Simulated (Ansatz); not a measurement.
## Ti5Al11: pressure against volume

Ti5Al11, P4mm, a = 3.895 Å, c = 16.382 Å. The structure is a Materials Project entry; whether it is the stable form wasn't checked. Ansatz: PBEsol, PAW, 420 eV, Γ-centred 10×10×4 mesh on 16 atoms, Gaussian smearing 0.10 eV; no spin polarisation. Shape and atoms are relaxed at each volume; pressure is positive in compression.

| V (Å³/atom) | P (GPa) |
| --- | --- |
| 13.672 | ? |
| 14.138 | 12.90 |
| 14.605 | 7.93 |
| 15.071 | 3.66 |
| 15.537 | -0.01 |
| 16.003 | -3.17 |
| 16.469 | -5.88 |
| 17.090 | -8.91 |

Question: Take V0 = 15.537 Å³/atom, count pressures from its P0 = -0.01 GPa, fit the third-order Birch–Murnaghan form to the other rows, and predict the missing pressure.

Answer: With the Eulerian strain f = ½[(V0/V)^(2/3) − 1] and y = (P − P0)/[3f(1 + 2f)^(5/2)], the form is the line y = B0 + 1.5 B0 (B0′ − 4) f. Rows (f, y): 0.03246, 113.3; 0.02105, 113.4; 0.01025, 113.4; -0.00975, 113.5; -0.01905, 113.2; -0.03077, 113.0. Means f = 0.0006983, y = 113.30; Σ(Δf)² = 0.003004, ΣΔfΔy = 0.01232; the slope is their ratio. y = 113.3 + 4.100 f GPa, so B0 = 113.3 GPa and B0′ = 4 + 2 × (4.100)/(3 × 113.3) = 4.02. At V = 13.672, f = 0.04449, y = 113.48 and P = 18.73 GPa. The run gave 18.68 GPa, so the fit is 0.05 GPa too high, a small miss on the scale of the series.

Cost: 8 runs of about 52 core-minutes in all, on Oxide Virtual Turin-like Processor (Zen 5) (shared hosts).

The nearly constant y shows that the energy of Ti5Al11 is close to quadratic in Eulerian strain. With B0′ = 4.02, the third-order term hardly matters, and the rising stiffness under compression comes almost wholly from the finite-strain geometry. The small overshoot at 13.672 Å³/atom suggests a slight downward curvature in y, either from a real fourth-order term or from a basis-set error that varies with volume.

A bulk modulus of 113.3 GPa is well above that of aluminium and close to that of titanium, although aluminium is the majority element. The probable reason is hybridisation between Ti 3d and Al 3s and 3p states, which adds directional, partly covalent bonding to the free-electron-like cohesion of aluminium and makes the short Ti–Al contacts hard to compress. The smooth curve gives no sign of an abrupt structural change within the sampled range, but hydrostatic pressures alone can't show how the stiffness divides between the a and c axes.
